Relativity closes the gap between the 6s and 4f levels of Pm⁺ mainly by pushing 4f up, and only in small part by pulling 6s down. Between the nonrelativistic limit and the true speed of light the gap ε(6s1/2) − ε(4f5/2) shrinks from 10.79 to 6.51 eV, a loss of 40 %. The 4f5/2 level rises by 3.81 eV while 6s1/2 falls by 0.47 eV. The familiar relativistic stabilisation of the outer s electron therefore accounts for about one ninth of the change. Spin-orbit coupling moves 4f5/2 the wrong way. What remains is better screening of the nucleus by s and p1/2 shells that have contracted, and a rough electrostatic estimate gives this the right sign and order of size.

Four-component Dirac-Hartree-Fock calculations for Pm⁺ (Z = 61), [Xe] 4f⁵6s¹, with B-spline radial atomic code 1 at the basis-set limit. All runs use the Dirac-Coulomb Hamiltonian, an average over the nl configuration and a Fermi nucleus (mass number 145, rms radius 4.962 fm). The tabulated values include no Breit or QED terms.

```tsv
factor on the speed of light	energy (4f5/2) (hartree)	energy (6s1/2) (hartree)	mean radius (4f5/2) (bohr)	mean radius (6s1/2) (bohr)	ε(6s1/2) − ε(4f5/2) (hartree)
0.90	-0.58011	-0.37846	0.99738	4.1399	0.2017
0.98	-0.60684	-0.37420	0.98565	4.1855	0.2326
1.00	-0.61257	-0.37334	0.98325	4.1949	0.2392
1.02	-0.61796	-0.37254	0.98102	4.2037	0.2454
2.00	-0.71745	-0.35972	0.94511	4.3509	0.3577
100.00	-0.75255	-0.35590	0.93430	4.3974	0.3966
```

Here ε is an orbital energy, an eigenvalue of the Dirac-Hartree-Fock equations, and the subscripts 5/2 and 1/2 give the total angular momentum j of the electron. The mean radius is ⟨r⟩ for that orbital. The factor f multiplies the speed of light c, so that a factor below one exaggerates relativity and a factor above one weakens it. Only the row with f = 1.00 describes the real ion. The row with f = 100 serves as the nonrelativistic reference, since its two 4f levels differ by about 0.000002 hartree. Every row has the same imposed occupation, averaged over all states of 4f⁵6s¹, so the rows can be read as one series, and none is a spectroscopic level.

The gap levels off at large f because relativistic corrections fade roughly as 1/f². Expanding the Dirac equation in powers of 1/c² gives X = X₀ + a·x + b·x² + …, with x = 1/f², for any energy or radius X. An unweighted least-squares line in x through all six rows reproduces the gap to 0.0004 hartree over a span of 0.195 hartree, whereas a line in 1/f misses by 0.03 hartree. Adding the x² term brings the gap within the rounding of its last digit. The two energies are then still off by up to 0.00006 hartree, about ten times their rounding, as higher orders of the expansion would make them. Since the three rows near f = 1 lie close together, the quadratic fit is not a severe test. The fit also cannot decide the cause, because every mechanism considered below begins at order 1/c².

The most tempting explanation is the direct one. An s electron has amplitude at the nucleus, where with Z = 61 its speed is of order Zα = 61/137 ≈ 0.45 of c (α is the fine-structure constant). The relativistic increase of mass shortens the innermost oscillations of the wavefunction. The outer lobes must join on to these, so the whole orbital is drawn in and binds more tightly. The 6s columns do what this picture requires. From f = 100 to f = 1.00 the mean radius shrinks by 4.6 % and the energy falls by 0.0174 hartree, which is 0.0174/0.3559 = 4.9 % of the nonrelativistic binding. The same calculations show that between f = 100 and f = 1.02 the 3s, 4s, 5s and 6s orbitals all contract by 4.4 to 5.5 %, with little regard to their size, which fits an effect that is made near the nucleus and handed outwards.

The trouble is one of size. Five per cent of a level bound by about a third of a hartree is less than 0.02 hartree, and the gap falls by 0.157 hartree. The share carried by 4f is 88.9 % at f = 1.00 and stays between 88 and 91 % in all five rows measured against the reference. This follows from subtracting columns and needs no model. That the 6s shift is itself mostly direct is standard physics and not something these columns isolate: the contracted core also screens 6s better, the expanded 4f shell screens it worse, and the table holds only the sum.

The direct picture could be rescued if the same terms acted on 4f with the opposite sign, but theory says they do not. The mass-velocity correction is −⟨p⁴⟩/(8c²) in atomic units and is negative for any orbital. A bound on it can be worked from the small component of the four-component orbital, whose weight w is ⟨p²⟩/(4c²) at leading order, so that the kinetic energy is T = ⟨p²⟩/2 = 2c²w. At f = 100 the calculation gives w = 4.454 × 10⁻⁸ for 4f5/2, and c = 100 × 137.04, hence T = 2 × (1.3704 × 10⁴)² × 4.454 × 10⁻⁸ ≈ 16.7 hartree. Because ⟨p⁴⟩ ≥ ⟨p²⟩² = 4T², the correction is at least as negative as −T²/(2c²). At f = 1.02 this bound comes to about −0.007 hartree. The Darwin term, which offsets part of the mass-velocity term in s orbitals, needs density at the nucleus, and an f electron has none; its counterpart from the density of the other electrons is attractive. The direct scalar terms thus lower 4f, whereas the table has it rising by 0.135 hartree in that row.

The second candidate is spin-orbit coupling, and it is natural because the table follows one j component of a split shell. To first order the splitting leaves the degeneracy-weighted mean (6ε5/2 + 8ε7/2)/14 unchanged, puts j = 5/2 below it by 8/14 of the splitting, and puts j = 7/2 above it by 6/14. At f = 1.02 the calculation gives −0.60178 hartree for 4f7/2 against −0.61796 for 4f5/2. The splitting is 0.0162 hartree, and 4f5/2 lies 8/14 of it, about 0.0092 hartree, below the mean. The mean itself has risen by 0.144 hartree, more than the 0.135 of the tabulated component, and 4f7/2 has risen by 0.151. The order is the same at f = 0.90, 0.98 and 2.00. The spin-orbit coupling of the 4f electron itself therefore hides a part of the rise of 4f5/2, about 6 % of the rise of the mean, and to first order causes none of it. Both components go up together, which points to a change in the potential that they share.

That potential is made by the nucleus and the other 59 electrons, and the estimate of T shows how exposed 4f is to it. A level at −0.75 hartree with a kinetic energy of 16.7 hartree has a potential energy more than twenty times as large as its binding. The high angular momentum and the compact radius of about one bohr make the binding a small difference of two large terms. A change of 0.14 hartree, less than one per cent of the potential energy, is enough to remove nearly a fifth of the binding (0.140/0.7526 = 19 %).

To first order the shift of the eigenvalue is the change of the operator averaged over the unchanged orbital. Leaving out exchange,

δε(4f) ≈ direct terms + Σₐ Nₐ δF⁰(a, 4f),

where Nₐ is the number of electrons in shell a and F⁰(a, 4f) = ⟨1/r꜀⟩ is the spherical Coulomb repulsion between one electron in a and one in 4f, with r꜀ the larger of the two radii. This form tells which shells matter. A shell wholly inside the 4f orbital acts as a point charge, and its contraction changes nothing, which is why 1s, 2s and 2p can be set aside, although the energies of 1s, 2s and 2p1/2 move most. A shell wholly outside contributes its own ⟨1/r⟩, so its contraction raises the 4f energy, but the potential it makes inside is flat and exerts no force. A shell that overlaps 4f does both: charge that moves inwards across the 4f region raises the energy and weakens the net attraction, so that the orbital swells. The expansion of 4f5/2 by 5.2 % at f = 1.00 therefore argues for overlapping shells.

The 6s electron is close to the outside case, and this allows a test of a hybrid idea, that 6s contracts directly and then screens 4f. At f = 1.00 the computed F⁰(4f5/2, 6s) is 7.53 eV, or 7.53/27.21 = 0.277 hartree, about 6 % below the ⟨1/r⟩ of 6s in the two adjacent rows. That ⟨1/r⟩ grows from 0.2783 bohr⁻¹ at f = 100 to 0.2935 at f = 1.02, so the single 6s electron can raise 4f by something like 0.2935 − 0.2783 ≈ 0.015 hartree. This is an estimate and not a strict bound, but it is about a tenth of what is needed. The same arithmetic for the two 5s electrons, whose ⟨1/r⟩ goes from 0.8340 to 0.8930 bohr⁻¹, gives 2 × 0.059 ≈ 0.12 hartree if they lay wholly outside 4f. With a mean radius near 1.5 bohr they overlap it, so the true figure must be smaller, yet the order is that of the effect to be explained.

The overlap can be included crudely and without adjusting anything to the 4f energy. Each shell from 3s to 6s is given a nodeless radial density of the form r^(k−1)·exp(−r/θ), with k and θ fixed by two computed moments, ⟨r⟩ with ⟨r²⟩ in one version and ⟨r⟩ with ⟨1/r⟩ in another. The change of F⁰ from f = 100 to f = 1.02 is then taken against a 4f density frozen at its nonrelativistic shape. In both versions the s and p1/2 shells, which contract by about 5 %, supply a push of order 0.2 hartree, most of it from n = 4 and n = 5 and little from n = 3. The p3/2 shells contract by only 0.6 to 1.3 %, and the d shells nearly cancel, 4d3/2 shrinking by 0.72 % while 4d5/2 grows by 0.70 %; together these add a few hundredths. The 6s electron adds about 0.01. The other four 4f electrons, which have expanded by 5 to 6 %, repel less and take back about 0.1 hartree, a feedback that cancels roughly a third to two fifths of the push from all the other shells.

The sum is 0.16 hartree in one version and 0.20 in the other, against 0.144 for the rise of the weighted mean. The model overshoots by about a tenth and by nearly two fifths of the computed rise. The missing direct terms have the sign that would narrow this, but the densities have no nodes, exchange is absent, and the two versions differ by almost a factor of two for the n = 3 shells, so nothing finer than sign, order and coarse ranking should be read from it. It reproduces the two F⁰ integrals of 4f5/2 with itself and with 6s to within 5 %, comparing f = 1.02 with f = 1.00, but that checks absolute values and not the small changes that matter here. A further limit concerns cause. The radii are self-consistent, so part of the contraction of the outer shells, 5p3/2 in particular, may be a response to the 4f expansion and not its origin. Screening is supported by the failure of the other two explanations, by the pattern of radii and by a sum of the right size, and it is the standard account of the indirect relativistic effect; the numbers do not separate it cleanly.

One detail remains without a demonstrated cause. Between f = 2.00 and f = 1.00 the 6s energy shift grows as f to the power −2.19, steeper than the leading −2, as higher powers of (Zα)² ≈ 0.2 would make it for a penetrating orbital. The 4f radius follows at −2.18, in keeping with a shift inherited from the s and p1/2 shells. The 4f5/2 energy, however, goes as −2.00. The reason for this was not tested.

The gap is a difference of Hartree-Fock eigenvalues and not the energy of moving an electron from 4f to 6s. Relaxation is small for the diffuse 6s electron, where −ε is 10.16 eV and the difference of total energies is 10.13 eV, but an electron removed from the compact 4f shell changes the screening of everything around it, and a much larger relaxation is to be expected there. Breit and QED terms change the 6s ionisation energy by only −0.011 eV, a result that holds for 6s alone. The corrected value lies 0.82 eV below the semi-empirical tabulated one, more than the whole relativistic shift of 6s. Missing correlation is probably most of that. The tabulated value also refers to the lowest level and the calculation to an average over the configuration, but the energy of the 4f shell itself nearly cancels between Pm⁺ and Pm²⁺. What remains is the exchange between 4f and 6s, whose integral G³ is about 0.27 eV, and to first order this can account for no more than about 5 × 0.27/14 ≈ 0.1 eV.

The mechanism should carry over by geometry, though only one ion was calculated here. An orbital with density near the nucleus, s or p1/2, contracts and gains binding in rough proportion to what it already had. An orbital of high angular momentum that shares its region of space with filled s and p shells, such as a valence d or f orbital, tends to be lifted and expanded, and one expects this to be stronger the more of those shells it overlaps and the smaller its binding is beside its kinetic energy. Where such a pair of levels is compared in a heavy atom, the level that shifts against its own direct relativistic correction can be the one that moves most.
